Water leaves a steel wall molecule by molecule, and one number per binding site, the mean residence time $\tau$, controls how fast a bare wall fills, how much it holds at a given pressure and how hot a bake must be. Below, $k$ is Boltzmann's constant, $\beta=1/kT$, $n$ is the adsorbed number per area, $N_s$ the site density, $\theta=n/N_s$, $\rho=p/kT$ the gas number density and $m$ the molecular mass. Binding energies are counted positive.

\section*{Premises}
\begin{enumerate}
\item The gas is ideal, with a Maxwell velocity distribution.
\item Adsorption is molecular (no dissociation), all sites are equivalent and adsorbed molecules do not interact.
\item An adsorbed molecule exchanges energy with the solid much faster than it desorbs. It forgets how it arrived, and its escape probability per unit time depends on the wall temperature alone.
\item Gas and wall share one temperature $T$ unless stated otherwise.
\item The binding energy is large against $kT$, so that ``adsorbed'' and ``free'' are distinct states.
\end{enumerate}

\section*{First-order decay}
By premise 3 a molecule present at time $t$ escapes during $dt$ with probability $dt/\tau$, whatever its history. Its survival probability obeys $P(t+dt)=P(t)(1-dt/\tau)$, or $dP/dt=-P/\tau$. By premise 2 the molecules are independent, so the mean coverage follows $P$. If nothing arrives from the gas,
\begin{equation}
\theta(t)=\theta_0\,e^{-t/\tau}.
\label{decay}
\end{equation}
Escape times are distributed as $-dP/dt=e^{-t/\tau}/\tau$, with mean $\int_0^\infty (t/\tau)e^{-t/\tau}dt=\tau$. The decay constant is therefore the mean residence time, and the desorption flux is $n/\tau$.

\section*{Impingement flux}
Molecules with velocity component $v>0$ toward the wall reach it within $dt$ if they start closer than $v\,dt$. The two parallel components integrate to one, which leaves
\begin{equation}
F=\rho\int_0^\infty v\sqrt{\frac{m}{2\pi kT}}\,e^{-mv^2/2kT}dv
=\rho\sqrt{\frac{kT}{2\pi m}}=\frac{p}{\sqrt{2\pi mkT}} .
\label{flux}
\end{equation}
This is the Hertz--Knudsen flux. With the mean speed $\bar v=\sqrt{8kT/\pi m}$ it reads $F=\rho\bar v/4$.

\section*{Steady coverage}
Let $S$ be the sticking probability, the fraction of arriving molecules that become adsorbed in the sense of premise 3, averaged over the incident flux. At low coverage $S$ is constant and
\begin{equation}
\frac{dn}{dt}=SF-\frac{n}{\tau},\qquad
n(t)=SF\tau+(n_0-SF\tau)\,e^{-t/\tau},
\end{equation}
as substitution confirms for constant $F$. The layer relaxes within a few $\tau$ to
\begin{equation}
n=\frac{S\,p\,\tau}{\sqrt{2\pi mkT}}=K\rho,\qquad K=\frac{S\tau\bar v}{4}.
\label{henry}
\end{equation}
The density is linear in $p$, which is Henry's law. The length $K$ is the thickness of a gas slab holding as many molecules as the wall beneath it. If occupied sites reject arrivals, $S=S_0(1-\theta)$, the balance $S_0(1-\theta)F=N_s\theta/\tau$ gives the Langmuir isotherm
\begin{equation}
\theta=\frac{x}{1+x},\qquad x=\frac{S_0F\tau}{N_s},
\label{langmuir}
\end{equation}
and Eq.~\eqref{henry} overestimates the coverage by the factor $1+x$.

\section*{Detailed balance fixes the product $S\tau$}
In equilibrium, time-reversal symmetry of the dynamics makes each process as frequent as its reverse: molecules desorb with velocity $-\mathbf v$ as often as molecules arriving with $\mathbf v$ stick. Summed over velocities this gives $n_{\rm eq}/\tau=SF$, where $S$ is the average for gas at the wall temperature. Statistical mechanics supplies $n_{\rm eq}$ without any kinetics, hence
\begin{equation}
\tau=\frac{n_{\rm eq}}{SF}.
\label{db}
\end{equation}
Premise 3 carries this $\tau$ out of equilibrium: a molecule equilibrated with the solid escapes at the same rate whether or not gas is present.

\subsection*{Mobile adsorbate, classical: Frenkel's formula}
Let the molecule move freely along the wall, keep its gas-phase rotation, and feel a potential $U(z)$ with $U(\infty)=0$ and a minimum $-D$ at $z=0$. The classical density is $\rho\,e^{-\beta U(z)}$. Near the minimum $U=-D+\tfrac12 m\omega^2z^2$, and premise 5 lets the Gaussian be integrated over all $z$:
\begin{equation}
n_{\rm eq}=\rho\,e^{\beta D}\int_{-\infty}^{\infty}e^{-\beta m\omega^2z^2/2}dz
=\rho\,e^{\beta D}\sqrt{\frac{2\pi kT}{m\omega^2}} .
\end{equation}
Dividing by $SF$ from Eq.~\eqref{flux} removes $\rho$, $m$ and the square root of $T$:
\begin{equation}
\tau=\frac{1}{S}\,\frac{2\pi}{\omega}\,e^{\beta D}=\frac{1}{S\nu_z}\,e^{D/kT},\qquad \nu_z=\frac{\omega}{2\pi}.
\label{frenkel}
\end{equation}
For $S=1$ this is Frenkel's result (1924): the prefactor is one period of the vibration against the wall. Anharmonicity matters little. For a Morse well $U=D(u^2-1)$ with $u=1-e^{-\gamma z}$ one has $dz=du/[\gamma(1-u)]$; expanding $1/(1-u)$ and using $\langle u^2\rangle=kT/2D$ multiplies $\tau$ by $1+kT/2D$ to first order.

\subsection*{Mobile adsorbate, quantised vibration}
Put the energy zero at a gas molecule at rest in its ground state, and let $\lambda=h/\sqrt{2\pi mkT}$. The ideal gas has $e^{\beta\mu}=\rho\lambda^3/q_g$, with $q_g$ its internal partition function. A two-dimensional ideal gas with the same internal states and its ground level at $-E_0=-D+h\nu_z/2$ has $n\lambda^2=q_gq_z\,e^{\beta(\mu+E_0)}$, where $q_z=\sum_{j\ge0}e^{-j\beta h\nu_z}=1/(1-e^{-\beta h\nu_z})$. Equal chemical potentials give $n_{\rm eq}=\rho\lambda q_ze^{\beta E_0}$. Since $F=\rho\lambda kT/h$, as the definition of $\lambda$ shows,
\begin{equation}
\tau=\frac{1}{S}\,\frac{h}{kT}\,q_z\,e^{E_0/kT}.
\label{mobile}
\end{equation}
Here $q_ze^{\beta E_0}=e^{\beta D}/[2\sinh(\beta h\nu_z/2)]$, which tends to $(kT/h\nu_z)e^{\beta D}$ for $h\nu_z\ll kT$ and returns Eq.~\eqref{frenkel}. For a stiff bond $q_z\to1$ and the inverse prefactor is $SkT/h$, with $kT/h=6.25\times10^{12}\,\mathrm{s^{-1}}$ at 300~K.

\subsection*{Localised adsorbate}
A site is empty (weight 1) or occupied (weight $q_ae^{\beta(\mu+E_0)}$), where $q_a$ sums over the states of the bound molecule counted from its ground level $-E_0$. Then $\theta/(1-\theta)=\rho\lambda^3(q_a/q_g)e^{\beta E_0}$. This must equal $x$ of Eq.~\eqref{langmuir}, so
\begin{equation}
\tau=\frac{1}{S_0}\,\frac{h}{kT}\,N_s\lambda^2\,\frac{q_a}{q_g}\,e^{E_0/kT}.
\label{local}
\end{equation}
For H$_2$O ($m=18.015$~u) at 300~K, $\lambda=0.0237$~nm, and with a typical $N_s=10\ \mathrm{nm^{-2}}$, $N_s\lambda^2=5.64\times10^{-3}$. The intramolecular vibrations are frozen, so $q_g$ is the rotational sum. Its classical form with symmetry number 2 and approximate rotational temperatures 40.1, 20.9 and 13.4~K is $q_g=\tfrac{\sqrt\pi}{2}\,[T^3/(\Theta_A\Theta_B\Theta_C)]^{1/2}=43$. Because $q_a\ge1$, the inverse prefactor is at most $4.8\times10^{16}S_0\ \mathrm{s^{-1}}$, reached by a molecule with all six frustrated translations and rotations frozen.

\subsection*{Working form}
All three cases can be written
\begin{equation}
\tau=\tau_0\,e^{E/kT},\qquad \tau_0=1/\nu ,
\label{arrh}
\end{equation}
with three cautions. First, $\nu$ is an effective desorption prefactor that contains $S$; it equals a vibration frequency only in the classical mobile model with $S=1$. The product $S\tau$ in Eq.~\eqref{henry} is thermodynamic, so lowering $S$ at fixed binding lengthens $\tau$ and leaves $n$ unchanged. An adsorption barrier, $S\propto e^{-E_a/kT}$, adds $E_a$ to $E$ and drops out of the isotherm. Second, $\nu/S$ spans nearly four decades between the stiff mobile and the frozen limit. Third, the slope $E=d\ln\tau/d\beta$ includes the temperature dependence of the prefactor. In Eq.~\eqref{local} with constant $S_0$, the factor $\lambda^2(h/kT)/q_g$ scales as $\beta^{7/2}$, so $E=E_0+\tfrac72kT$ for frozen modes, while six classical modes ($q_a\propto\beta^{-6}$) give $E=E_0-\tfrac52kT$. At 423~K these shifts are $+0.13$ and $-0.09$~eV. Constant $E$ and $\nu$ are a local fit, and the two must be quoted as a pair.

\section*{Survival temperature}
By Eq.~\eqref{decay} a fraction $f$ remains after a time $t$ when $t/\tau=\ln(1/f)$. Solving Eq.~\eqref{arrh} for $T$,
\begin{equation}
T_f=\frac{E}{k\ln[\nu t/\ln(1/f)]},\qquad
T^*=T_{1/e}=\frac{E}{k\ln(\nu t)},
\label{tstar}
\end{equation}
the latter defined for $\nu t>1$. At $T^*$ the residence time equals $t$ and $1/e$ of the layer is left. The crossover is narrow because $d\ln\tau/d\ln T=-E/kT$, which equals $-\ln(\nu t)$ at $T^*$, a large number for laboratory times. Read the other way, a hold at $T$ for a time $t$ empties all sites weaker than $E^*=kT\ln(\nu t)$. Both statements assume that a desorbed molecule never returns.

\section*{Readsorption in a pumped chamber}
In a chamber it does return, since it meets the wall far more often than the pump port. Take wall area $A$, volume $V$, pumping speed $C$ (volume per time) and a uniform gas density. In the Henry regime the numbers on the wall, $N=An$, and in the gas, $M=V\rho$, obey
\begin{equation}
\dot N=-aN+bM,\qquad \dot M=aN-(b+c)M,
\end{equation}
with $a=1/\tau$, $b=SA\bar v/4V$ and $c=C/V$. Solutions $\propto e^{-\kappa t}$ require $(a-\kappa)(b+c-\kappa)-ab=0$, or $\kappa^2-(a+b+c)\kappa+ac=0$. The sum of the roots over their product is the sum of the two decay times:
\begin{equation}
\frac1{\kappa_s}+\frac1{\kappa_f}=\tau_{\rm eff}\equiv\tau(1+r)+\frac VC=\tau+\frac{V+AK}{C},\qquad r=\frac bc=\frac{SA\bar v}{4C}.
\label{teff}
\end{equation}
The fast time is a fraction $ac/[\kappa_f(a+b+c)]$ of $\tau_{\rm eff}$. The larger root is at least half the sum, and $(a+b+c)^2\ge4a(b+c)$, so this fraction is at most $1/[2(1+r)]$. For $r\gg1$ the slow time is $\tau_{\rm eff}$. The number $r$ counts the mean readsorptions before a molecule is pumped. The last form of Eq.~\eqref{teff} shows the wall acting as an extra volume $AK$, which by detailed balance does not depend on $S$ at fixed binding. Setting $\tau_{\rm eff}=t$ gives
\begin{equation}
E^*=kT\ln\frac{\nu\,(t-V/C)}{1+r},
\label{estar}
\end{equation}
and the same condition at fixed $E$ is an implicit equation for the survival temperature.

A nearly full wall readsorbs less. With $S=S_0(1-\theta)$, $r$ defined with $S_0$, and the gas quasi-steady ($\dot M\approx0$, justified when $1/(b+c)$ is short against the decay), a desorbed molecule is pumped with probability $1/[1+r(1-\theta)]$. Then $\dot\theta=-\theta/\{\tau[1+r(1-\theta)]\}$, which separates and integrates to
\begin{equation}
\frac t\tau=(1+r)\ln\frac{\theta_0}{\theta}-r\,(\theta_0-\theta).
\label{block}
\end{equation}
From $\theta_0=1$ to $1/e$ this takes $\tau(1+r/e)$, shorter than the Henry-regime time by a factor approaching $e$.

\section*{Range of validity}
\begin{itemize}
\item Equation~\eqref{henry} needs $x\ll1$; Eq.~\eqref{langmuir} covers the monolayer. Multilayers near the saturation pressure are outside both.
\item Hydrogen bonding between neighbours makes $E$ and $\nu$ depend on $\theta$ and spoils the single exponential. Water that has dissociated into hydroxyls leaves by recombination, which is not first order.
\item Equation~\eqref{db} uses $S$ for gas at the wall temperature. If gas and wall differ, Eq.~\eqref{henry} becomes $n=S(T_g,T_w)\,p\,\tau(T_w)/\sqrt{2\pi mkT_g}$, a kinetic steady state in which $S$ need not cancel.
\item Equation~\eqref{tstar} holds for an isothermal hold with $r\ll1$. Equations~\eqref{teff} and \eqref{estar} need low coverage and a uniform gas; in long tubes the conductance sets a local, smaller $C$.
\item Diffusion out of the oxide or out of pores is not included.
\item A technical surface has a spread of $E$. For independent sites without return, a flat initial population $g$ per area and per energy, and a common $\nu$, the substitution $w=1/\tau$, $dE=-kT\,dw/w$ gives the outgoing flux
\begin{equation}
\int g\,\frac{e^{-t/\tau}}{\tau}\,dE=g\,kT\int_0^\infty e^{-wt}dw=\frac{g\,kT}{t},
\label{power}
\end{equation}
valid while $E^*(t)$ lies several $kT$ inside the band. A power law replaces the exponential.
\end{itemize}

\section*{Numbers: water on a stainless-steel chamber}
The inputs are illustrative: $\nu=10^{13}\ \mathrm{s^{-1}}$, $S=0.1$, $N_s=10\ \mathrm{nm^{-2}}$, and $E$ from 0.9 to 1.1~eV, a range typical of values used for water on oxidised steel. The ratio $\nu/S=10^{14}\ \mathrm{s^{-1}}$ lies between the two limits found above. The chamber has $A=1\ \mathrm{m^2}$, $V=0.05\ \mathrm{m^3}$ and $C=0.1\ \mathrm{m^3\,s^{-1}}$, so $V/C=0.5$~s. At 300~K and at a bake temperature of 423~K, $\bar v=594$ and $705\ \mathrm{m\,s^{-1}}$, and $r=148$ and 176. Equation~\eqref{teff} then gives the slow time to within 0.33\%, and the Morse correction for $D=1$~eV at 423~K is 1.8\%. All times in the table are in seconds.
\begin{center}
\begin{tabular}{ccccc}
$E$ (eV) & $\tau$, 300 K & $\tau_{\rm eff}$, 300 K & $\tau$, 423 K & $\tau_{\rm eff}$, 423 K\\ \hline
0.9 & $1.3\times10^{2}$ & $2.0\times10^{4}$ & $5.3\times10^{-3}$ & 1.4\\
1.0 & $6.3\times10^{3}$ & $9.4\times10^{5}$ & $8.2\times10^{-2}$ & 15\\
1.1 & $3.0\times10^{5}$ & $4.5\times10^{7}$ & 1.3 & $2.3\times10^{2}$
\end{tabular}
\end{center}

\emph{Coverage for $E=1.0$~eV.} During the bake, at a water pressure of $10^{-4}$~Pa, $F=3.0\ \mathrm{nm^{-2}s^{-1}}$, $n=0.025\ \mathrm{nm^{-2}}$ and $\theta=2.5\times10^{-3}$; here $K=1.4$~m. After cooling to 300~K, a water pressure held at $10^{-8}$~Pa gives $F=3.6\times10^{-4}\ \mathrm{nm^{-2}s^{-1}}$, $n=0.23\ \mathrm{nm^{-2}}$ and $\theta=0.023$, against 0.022 from Eq.~\eqref{langmuir}. At $10^{-5}$~Pa and 300~K, as in an unbaked chamber, $x=23$: Henry's law fails and $\theta=0.96$. Emptying from a full layer to $1/e$ then takes $56\,\tau$, or 4.1~days by Eq.~\eqref{block}, a factor 2.7 below the 11~days of the table.

\emph{Survival over one day.} For $t=8.64\times10^4$~s, $\ln(\nu t)=41.3$ and $T^*=281$~K at $E=1.0$~eV; 99\% of the layer survives at 253~K and 1\% at 292~K. With readsorption the condition $\tau_{\rm eff}=t$ moves the temperature to 320~K, above room temperature, so the bare formula gives the wrong verdict for this chamber. One day of pumping clears sites up to $E^*=0.94$~eV at 300~K and 1.32~eV at 423~K by Eq.~\eqref{estar}, against 1.07 and 1.51~eV without return. The prefactor is the weak input: raising $\nu$ by $10^3$ lowers $T^*$ to 241~K and raises $E^*$ at 423~K by 0.25~eV.

\emph{A wafer for comparison.} A degas step before metal deposition, typically about 573~K for 60~s, heats the wafer far above the walls. Neglecting return and keeping $\nu$, molecular water bound to SiO$_2$ by an assumed 1.0~eV has $\tau=6.2\times10^{-5}$~s and the model's $E^*$ is 1.68~eV. Removal of surface silanols is recombinative and is not described.

These are the model's numbers, not properties of steel or silica, and for steel the single-energy model clears the wall too fast. As typical workshop knowledge, chambers are baked for about a day near this temperature and unbaked steel outgasses water roughly as $1/t$, whereas the table gives 15~s to a few minutes at 423~K for the two stronger sites, two to four orders of magnitude shorter. The omitted effects all act in the needed direction: a tail of stronger sites as in Eq.~\eqref{power}, hydroxyl recombination, diffusion from the oxide, poorly conducting side ports and cold spots. In the model a patch at 373~K that sees the same flux as a wall at 423~K, with the same $S$ and $E=1.0$~eV, holds 40 times the density of water, so the coldest and worst-pumped part of the system sets the length of the bake.